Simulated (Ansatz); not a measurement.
**A vibration from a frozen displacement in Ti**

All numbers below come from Ansatz 0.2.0, DFT r2SCAN, scalar-relativistic, plane waves, PAW. Cutoff 500 eV, Γ-centred 10×10×10 k-points, Gaussian smearing of 0.15 eV. No spin polarisation. Energies are free energies at this smearing, counted from the undisturbed cell; pressure is positive in compression.

Zero of the scan (as given, not relaxed at this level; it stands at 4.4 GPa; this fcc form isn't the usual structure):

```
CELL_PARAMETERS angstrom
4.06000 -4.06000 0.00000
4.06000 0.00000 4.06000
0.00000 -4.06000 4.06000
ATOMIC_POSITIONS crystal
Ti 0.50000 0.00000 0.00000
Ti 0.50000 0.00000 0.50000
Ti 0.50000 0.50000 0.00000
Ti 0.50000 0.50000 0.50000
Ti 0.00000 0.00000 0.00000
Ti 0.00000 0.00000 0.50000
Ti 0.00000 0.50000 0.00000
Ti 0.00000 0.50000 0.50000
```

Atom 1 (Ti) is moved by x along the Cartesian unit vector (0.707, 0.707, 0.000); the cell and all other atoms stay fixed. The cell's volume is 133.85 Å³; the moved atoms weigh 47.867 u together and the others 335.069 u. Some rows repeat others by symmetry and weren't run.

```
  x (Å)  ΔE (meV/cell) total force on the moved atoms along the move (eV/Å) pressure (GPa)
-0.3000         234.59                                                1.7862          4.9736
-0.2700         184.70                                                1.5421          4.8635
-0.2400         141.91                                                1.3131          4.7656
-0.2100         105.75                                                1.1001          4.6802
-0.1800          75.74                                                0.9034          4.6071
-0.1500          51.38                                                0.7227          4.5462
-0.1200          32.22                                                0.5571          4.4974
-0.0900          17.82                                                0.4049          4.4601
-0.0600           7.82                                                0.2635          4.4340
 0.0000           0.00                                                0.0000          4.4131
 0.0600           7.82                                               -0.2635          4.4340
 0.0900          17.82                                               -0.4049          4.4601
 0.1200          32.22                                               -0.5571          4.4974
 0.1500          51.38                                               -0.7227          4.5462
 0.1800          75.74                                               -0.9034          4.6071
 0.2100         105.75                                               -1.1001          4.6802
 0.2400         141.91                                               -1.3131          4.7656
 0.2700         184.70                                               -1.5421          4.8635
 0.3000         234.59                                               -1.7862          4.9736
```

Problem. What frequency belongs to this motion?

Solution. The force constant is k = −dF/dx = 4.391 eV/Å², from the parabola through x = -0.0600, 0 and 0.0600. In every cell the moved atoms swing against the rest, so the mass is μ = m₁m₂/(m₁ + m₂) = 41.884 u, and ν̃ = 521.5 cm⁻¹ × √(|k|/μ) = 169 cm⁻¹, at this cell's pressure of 4.4 GPa. The pattern needn't be a normal mode: ν̃² is then a weighted mean of the squared nonzero frequencies at the zone centre of this cell, so it lies between the lowest and the highest of them.

Problem. How far does the harmonic law reach?

Solution. At x = -0.300 Å, kx²/2 = 197.60 meV against the computed 234.59 meV (+18.7 %): the well stiffens in this direction at large amplitude.

Problem. The pressure changes with x². What does that say about the frequency under compression?

Solution. With E = k(V)x²/2, k ∝ V^(−2γ) and x scaling with the cell as V^(1/3), P − P0 = −∂E/∂V = (2γ − 2/3) ΔE/V. At x = 0.0900 Å, V(P − P0) = 133.85 × 0.04700 / 160.2 eV = 39.26 meV and ΔE = 17.82 meV, so γ = 1/3 + V(P − P0)/(2ΔE) = 1.43. This is the Grüneisen parameter of the motion under uniform scaling of the cell: shrinking the cell evenly by 1 % in volume raises the frequency by about 1.43 %.

In a metal these slopes depend on the k mesh and the smearing.

The restoring force per unit displacement grows at every step of the scan, so the well is hardened by a positive quartic term, and the fitted force constant already lies slightly above the true curvature at the origin. Inversion symmetry at the fcc site removes the odd terms. The atom moves straight towards one nearest neighbour and away from the opposite one, and the steep short-range repulsion on the closing side probably outweighs the softening on the other. The same repulsion would explain why the displacement raises the pressure and why the motion stiffens under compression. Cubic site symmetry makes the harmonic force constant the same for any direction of displacement, whereas the hardening may well depend on direction.

The 169 cm⁻¹ is best read as an average over zone-boundary phonons of the primitive fcc lattice, folded to the zone centre of this cell. Because it averages squared frequencies, a positive result can hide a soft or even imaginary branch, so it doesn't establish that fcc Ti is dynamically stable.
